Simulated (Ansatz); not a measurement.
# Au: pressure and energy less free atoms against volume scale

Results calculated with Ansatz 0.2.0, not measured. Periodic Kohn-Sham DFT of a crystal at fixed atoms, scaled to volume_scale times the given cell; pressure positive in compression, energy less spherical unpolarised free atoms, largest_vzz the field gradient of largest size among the nuclei.

The cell before it is scaled or strained (space group Fm-3m, No. 225):
```
Au
1.0
      0.0000     2.0783     2.0783
      2.0783     0.0000     2.0783
      2.0783     2.0783     0.0000
Au
1
Direct
  0.00000 0.00000 0.00000
```

Settings of every row: method all-electron LAPW; functional PBE; relativity scalar; k mesh 14x14x14; filling fermi-dirac; smearing width 0.03 eV; basis error target 1 meV/atom; nucleus gaussian.

Atom start moment: 0 on all atoms.

Limits: no spin-orbit coupling on heavy atoms.

```
row  volume scale  V (Å³/atom)  pressure (GPa)  energy less free atoms (eV/atom)
  1        0.9405       16.885          10.427                           -3.1898
  2          0.98       17.595           3.036                           -3.2189
  3             1       17.953           0.004                           -3.2222
  4          1.02       18.313               ?                                 ?
  5          1.06       19.031          -6.722                           -3.1978
```

Question: what pressure and energy less free atoms should row 4 give?

Worked fit of pressure. Take u = (V_r/V)^(2/3) − 1 with V_r = 17.774 Å³ an atom, which is twice the finite (Eulerian) strain; such expansions in the strain, on which the Birch-Murnaghan equation of state is built, carry the rest volume and the bulk modulus. The shown rows have u = 0.0348, 0.00677, -0.00666, -0.04453. Least squares give pressure = 1.4656 + 225.22 × u + 928.45 × u² GPa; a straight line predicts inner rows, each left out in turn, worse (root mean square 0.95 against 0.0061 GPa). The rows lie off it by -0.001, 0.003, -0.003, 0.000. The pressure vanishes at u = -0.0067, or V = 17.95 Å³ an atom, and there the bulk modulus at fixed shape and fractions is B = −V dP/dV = (2/3)(1 + u) dP/du = 141 GPa. The withheld row has u = -0.01972, so the fit gives 1.4656 + 225.22 × (-0.01972) + 928.45 × (-0.01972)² = -2.615 GPa.

The calculation gave -2.601 GPa. The fit lies 0.014 GPa (0.082 % of the column's range) below it; its largest miss of a shown row is 0.003 GPa.

Worked fit of energy less free atoms. Take u = (V_r/V)^(2/3) − 1 with V_r = 17.774 Å³ an atom, which is twice the finite (Eulerian) strain; such expansions in the strain, on which the Birch-Murnaghan equation of state is built, carry the rest volume and the bulk modulus. The shown rows have u = 0.0348, 0.00677, -0.00666, -0.04453. Least squares give energy less free atoms = −3.22137 + 0.276 × u + 18.1 × u² eV/atom; a straight line predicts inner rows, each left out in turn, worse (root mean square 0.018 against 0.00045 eV/atom). The rows lie off it by 0.0000, -0.0002, 0.0002, 0.0000. The withheld row has u = -0.01972, so the fit gives −3.22137 + 0.276 × (-0.01972) + 18.1 × (-0.01972)² = -3.2198 eV/atom.

The calculation gave -3.2192 eV/atom. The fit lies 0.0006 eV/atom (1.9 % of the column's range) below it; its largest miss of a shown row is 0.0002 eV/atom.
